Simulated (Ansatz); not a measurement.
# Ligand exchange: how K changes with temperature for SiH2(CH3)Br + C2H5F ⇌ SiH2(CH3)2 + CH2BrF

Species: SiH2(CH3)Br, singlet; C2H5F `CCF`, singlet; SiH2(CH3)2 (dimethylsilane), singlet; CH2BrF (bromofluoromethane) `FCBr`, singlet. The partners trade Br for CH3: Si–Br and C–CH3 bonds give way to Si–CH3 and C–Br.

The electronic reaction energy at CCSD(T)/def2-TZVPP is +123.5 kJ/mol. Shapes: PBE0-D4/def2-TZVP. Programs: Ansatz 0.2.0. Enthalpy and entropy come from rigid-rotor, harmonic-oscillator sums on unscaled PBE0-D4/def2-TZVP wavenumbers, ideal gases at 1 bar. Symmetry numbers: SiH2(CH3)Br 1, C2H5F 1, SiH2(CH3)2 2, CH2BrF 1. R = 8.3145 J/(mol K).

```
T (K)  ΔH (kJ/mol)  ΔS (J/(mol K))
  400       +118.6            +1.2
  600            ?               ?
  800       +120.3            +4.3
```

Problem. Work out ln K at 400 and 800 K, and from these estimate it at 600 K.

Solution. 
1. 400 K: ΔG = +118.6 − 400 × (+1.2)/1000 = +118.1 kJ/mol; ln K = −ΔG/RT = -35.51.
2. 800 K: ΔG = +120.3 − 800 × (+4.3)/1000 = +116.9 kJ/mol; ln K = −ΔG/RT = -17.57.
3. Slope against 1000/T: (-17.57 − (-35.51))/(1.2500 − 2.5000) = -14.35, that is −ΔH/R with ΔH near +119 kJ/mol.
4. 600 K: ln K = -35.51 + (-14.35) × (1.6667 − 2.5000) = -23.55.

The full sums give ΔH = +119.6 kJ/mol, ΔS = +3.2 J/(mol K), ΔG = +117.7 kJ/mol and ln K = -23.59 at 600 K, so the line is off by +0.04 in ln K; without rounding the miss is +0.03, from the change of ΔH with temperature. The reactants are favoured over this whole range. An error of 10 kJ/mol in the energy moves ln K by 2.0 at 600 K. Soft modes are treated as harmonic, which can err either way at these temperatures; the lowest are those of SiH2(CH3)Br (166 cm⁻¹), C2H5F (256 cm⁻¹), SiH2(CH3)2 (155 cm⁻¹). Relativity is left out for Br. Outer-core shells of Br are correlated, in sets that cover them unevenly.

The exchange is strongly uphill, and enthalpy accounts for nearly all of it. Silicon is more electropositive than carbon, so its bond to bromine is more polar and considerably stronger than the C–Br bond that replaces it. Trading C–CH3 for Si–CH3 offers no comparable gain, so the bromine stays on silicon.

Two molecules give two molecules, which leaves little net change in translational entropy and only a small entropic push towards products. The rise of ln K from -35.51 to -17.57 therefore mainly reflects the weakening of a nearly constant enthalpy penalty relative to RT, not a growing entropic drive. Both ΔH and ΔS increase with temperature, as a positive heat-capacity change requires, but so mildly that the van 't Hoff line stays almost straight.

The result supports negligible conversion by this particular exchange at equilibrium, not inertness of the mixture: swapping bromine for fluorine instead would form a very strong Si–F bond and is probably much more favourable.
